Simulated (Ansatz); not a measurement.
All numbers below come from DFT PBE, scalar-relativistic, plane waves, PAW (Ansatz 0.2.0). Settings: cutoff 420 eV, Γ-centred meshes spaced at most about 0.3 Å⁻¹, and about 0.25 Å⁻¹ or finer for metals (2π included), Gaussian smearing. Collinear spin in cells that started with moments and kept them past the coarse steps, no spin elsewhere.

All energies are static (0 K, no zero-point motion).

Two relaxed structures of Sr₂ZrO₃:

A. (no spin)

```
Sr Zr O
1.0
     3.47364    0.00000    0.00000
    -1.73682    3.00826    0.00000
     0.00000    0.00000    8.69202
Sr Zr O
2 1 3
Direct
  0.33333 0.66667 0.17682
  0.66667 0.33333 0.82318
  0.00000 0.00000 0.50000
  0.33333 0.66667 0.63376
  0.66667 0.33333 0.36624
  0.00000 0.00000 0.00000
```

B. (site moments Zr 0.2 μB)

```
Sr Zr O
1.0
     3.01820    1.74256    3.11558
    -3.01820    1.74256    3.11558
     0.00000   -3.48512    3.11558
Sr Zr O
2 1 3
Direct
  0.66442 0.66442 0.66442
  0.33558 0.33558 0.33558
  0.00000 0.00000 0.00000
  0.00000 0.00000 0.50000
  0.50000 0.00000 0.00000
  0.00000 0.50000 0.00000
```

Problem. Which would you expect to be lower, and how large is the difference?

Solution. A is lower, by 0.40 eV/atom. A has Sr and Zr ordered on rock salt sites, space group P-3m1 (No. 164), 15.1 Å³/atom and no gap on its mesh; B has space group R-3m (No. 166), 16.4 Å³/atom and no gap. Counting O atoms around Sr and Zr (those within 1.25 times the shortest such distance or 1.15 times the sum of covalent radii, 1.27 where that leaves under three), A has Sr 6, Zr 6 and B has Sr 3, Zr 6. Their magnetic states differ too. The denser one is the lower, and pressure would at first widen the difference. Both come from invented guesses.

The magnetic state reached may not be the lowest. Cells relaxed within their symmetry can be saddle points. Some types were kept out of the candidates beforehand, so the set may lack a known form.

The preference for A by 0.40 eV/atom probably comes mainly from how the two frameworks accommodate Sr. Zr has six oxygen neighbours in both, but Sr has six in A and only three in B. In B, the corner-sharing Zr–O network places two Sr ions in each perovskite-like cage, leaving them much closer together than in Sr metal, with little oxygen between them to screen their repulsion. The rock salt order of A separates the cations with oxygen layers and gives Sr a more balanced electrostatic environment.

The missing gaps fit the electron count: with Sr(II) and oxide ions, Zr is formally divalent and keeps two d electrons, which can partly fill the Zr d bands. The small Zr moment in B is unlikely to decide the order, and allowing spin polarisation in A could only lower its ground-state energy further. Since Zr strongly favours the tetravalent state in oxides, A's advantage over B doesn't show that this reduced composition would survive against disproportionation into Zr metal and Zr(IV) oxides.
